# What can a copper polycrystal tell us about its grains?

**Speaker.** Expand the energy density in the Lagrangian strain $\eta$. The cubic term is $\frac16 C_{ijklmn}\eta_{ij}\eta_{kl}\eta_{mn}$ (Brugger's convention, Voigt labels $1=xx,\dots,4=yz,5=xz,6=xy$). An untextured sample has three constants, those of Toupin and Bernstein:
$$W_3=\tfrac16\nu_1(\mathrm{tr}\,\eta)^3+\nu_2\,\mathrm{tr}\,\eta\;\mathrm{tr}\,\eta^2+\tfrac43\nu_3\,\mathrm{tr}\,\eta^3 .$$
Our data, made for this exercise near values typical of Cu at 300 K, with independent standard deviations, are
$$\nu_1=-1.36\pm0.10,\quad \nu_2=-1.18\pm0.04,\quad \nu_3=-1.02\pm0.03\ \text{eV/Å}^3$$
($1\ \text{eV/Å}^3=160.2$ GPa). We read them as uniform-strain (Voigt) averages over grain orientations.

## The rank-6 average

The average $\langle R_{i_1\lambda_1}\cdots R_{i_6\lambda_6}\rangle$ over rotations is isotropic in each index set, so it equals $f^TKg$. Here $f_r$ and $g_r$ are the 15 products of three deltas that pair six sample or six crystal indices. Averaging must turn $g_t$ into $f_t$, so $KS=1$ with the Gram matrix $S_{rs}=g_r\cdot g_s$. Each closed index loop gives a factor 3: $S_{rs}=27$ for equal pairings, 9 for pairings sharing one delta (6 partners), 3 for pairings sharing none (8 partners). The inverse is
$$\langle R\cdots R\rangle=\tfrac1{210}f^TMg,\qquad M_{rs}=16,\,-5,\,2$$
for the same three cases.

**Question.** How do you verify that?

**Speaker.** Sort the pairings into classes of size 1, 6, 8 relative to $(ij)(kl)(mn)$. A member of the second class shares one delta with the reference, with one classmate and with four of the third class. Summing $M$ over classes, and using its symmetry and its row sum 2, gives
$$\tilde M=\begin{pmatrix}16&-30&16\\-5&19&-12\\2&-9&9\end{pmatrix},\qquad \tilde M\begin{pmatrix}27\\9\\3\end{pmatrix}=\begin{pmatrix}210\\0\\0\end{pmatrix}.$$
Any pairing can be the reference, so $MS=210\cdot 1$, which also shows that the 15 pairings are independent.

The symmetries of $C$ respect these classes, whose coefficients are $\nu_1,\nu_2,\nu_3$. Thus $\nu=\tilde M\,G/210$ with three contractions. For a cubic crystal
$$\begin{aligned}G_1&=C_{iijjkk}=3C_{111}+18C_{112}+6C_{123},\\G_2&=C_{iijkjk}=3C_{111}+6C_{112}+6C_{144}+12C_{166},\\G_3&=C_{ijjkki}=3C_{111}+18C_{166}+6C_{456},\end{aligned}$$
and therefore
$$\begin{aligned}35\nu_1&=C_{111}+18C_{112}+16C_{123}-30C_{144}-12C_{166}+16C_{456},\\35\nu_2&=C_{111}+4C_{112}-5C_{123}+19C_{144}+2C_{166}-12C_{456},\\35\nu_3&=C_{111}-3C_{112}+2C_{123}-9C_{144}+9C_{166}+9C_{456}.\end{aligned}$$

**Question.** Six unknowns and three equations?

**Speaker.** Yes. In spherical-tensor terms the cubic tensor holds three $l=0$ parts, two $l=4$ parts and one $l=6$ part, and only $l=0$ survives. We need a model.

## The model and its inversion

Take an embedded-atom energy per atom, $\frac12\sum\phi(s)+F\big(\sum\rho(s)\big)$, over the 12 nearest neighbours at distance $d$ along unit vectors $n$, with $s=r^2/2$. Strain enters linearly, $s=d^2(\frac12+n_in_j\eta_{ij})$, and $\sum n_in_j=4\delta_{ij}$. Three derivatives give
$$C=\alpha\sum n^{\otimes6}+\beta\Big(\delta_{ij}\sum n_kn_ln_mn_n+2\text{ pair permutations}\Big)+\gamma\,\delta_{ij}\delta_{kl}\delta_{mn},$$
with atomic volume $\Omega$ and
$$\alpha=\frac{(\frac12\phi'''+F'\rho''')d^6}{\Omega},\quad\beta=\frac{4F''\rho'\rho''d^6}{\Omega},\quad\gamma=\frac{64F'''\rho'^3d^6}{\Omega}.$$
The $\langle110\rangle$ sums are $\sum n_x^6=1$, $\sum n_x^4n_y^2=\frac12$, $\sum n_x^2n_y^2n_z^2=0$, $\sum n_x^4=2$, $\sum n_x^2n_y^2=1$. Hence $C_{111}=\alpha+6\beta+\gamma$, $C_{112}=\frac\alpha2+4\beta+\gamma$, $C_{123}=3\beta+\gamma$, $C_{144}=\beta$, $C_{166}=\frac\alpha2+\beta$, $C_{456}=0$. Averaging gives a triangular system,
$$\nu_3=\tfrac4{35}\alpha,\quad\nu_2=\tfrac4{35}\alpha+\tfrac45\beta,\quad\nu_1=\tfrac4{35}\alpha+\tfrac{12}5\beta+\gamma,$$
with the unique solution, in eV/Å$^3$,
$$\alpha=\tfrac{35}4\nu_3=-8.9\pm0.3,\quad\beta=\tfrac54(\nu_2-\nu_3)=-0.20\pm0.06,\quad\gamma=\nu_1-3\nu_2+2\nu_3=0.14\pm0.17 .$$
With a typical lattice constant of 3.61 Å, $\Omega=11.76$ Å$^3$ and $\alpha\Omega=-105\pm3$ eV. The central term dominates. A negative $\beta$ is what $F''>0$, $\rho'<0$, $\rho''>0$ imply, and $\gamma$ cannot be told from zero.

| Constant | in terms of data | model value (eV/Å$^3$) |
|---|---|---|
| $C_{111}$ | $\nu_1+\frac92\nu_2+\frac{13}4\nu_3$ | $-10.0\pm0.2$ |
| $C_{112}$ | $\nu_1+2\nu_2+\frac{11}8\nu_3$ | $-5.12\pm0.13$ |
| $C_{123}$ | $\nu_1+\frac34\nu_2-\frac74\nu_3$ | $-0.46\pm0.12$ |
| $C_{144}$ | $\frac54(\nu_2-\nu_3)$ | $-0.20\pm0.06$ |
| $C_{166}$ | $\frac54\nu_2+\frac{25}8\nu_3$ | $-4.66\pm0.11$ |

**Question.** Adding the uncertainties of $\alpha$, $6\beta$ and $\gamma$ in quadrature, I get 0.5 for $C_{111}$.

**Speaker.** They are correlated, since they share $\nu_2$ and $\nu_3$: $\beta$ is anticorrelated with both $\alpha$ and $\gamma$. Propagate from the independent data, as in the middle column, and you get 0.2. The small parameters $\beta$ and $\gamma$ suffer most, being differences of numbers near unity.

**Question.** Three parameters fit three numbers exactly. What has been tested?

**Speaker.** Nothing; the uniqueness belongs to the model. The shift $(C_{111},C_{112},C_{123},C_{144},C_{166},C_{456})\propto(2,0,-1,-1,0,-1)$ leaves every $G$ unchanged. Move along it to an illustrative $C_{456}=-0.5$ and $C_{111}$ becomes $-9.0$ eV/Å$^3$ with identical data, a change far beyond the statistical 0.2.

Second order offers a real test. There the model has the form $A\sum n^{\otimes4}+B\,\delta_{ij}\delta_{kl}$, which forces $C_{11}-C_{12}=C_{44}$. The measured room-temperature values compiled by Blaschke, 168.3, 121.2 and 75.7 GPa, give $C_{11}-C_{12}=0.294$ against $C_{44}=0.472$ eV/Å$^3$, short by 38 %. Further neighbours matter there. A steep repulsion weighs the first shell more at third order, but that is an expectation and no proof.

**Question.** Is the strain uniform in real copper?

**Speaker.** No. The same values give an anisotropy $2C_{44}/(C_{11}-C_{12})=3.2$. The uniform-strain shear modulus, $G_V=(C_{11}-C_{12}+3C_{44})/5=0.342$ eV/Å$^3$, and the uniform-stress (Reuss) one, $G_R=5(C_{11}-C_{12})C_{44}/[4C_{44}+3(C_{11}-C_{12})]=0.251$ eV/Å$^3$, differ by 27 % of $G_V$. These two bound the true modulus; third-order constants have no such bounds, since a cubic form has no definite sign. For data from a real sample, grain-to-grain strain could shift the $\nu_i$ by a comparable fraction, enough to erase $\beta$ and $\gamma$. The model's $C_{111}\approx-10$ eV/Å$^3$ is more negative, by up to about 25 %, than the $-8$ to $-9.5$ eV/Å$^3$ typical of Cu, and the closeness owes something to data chosen near typical values.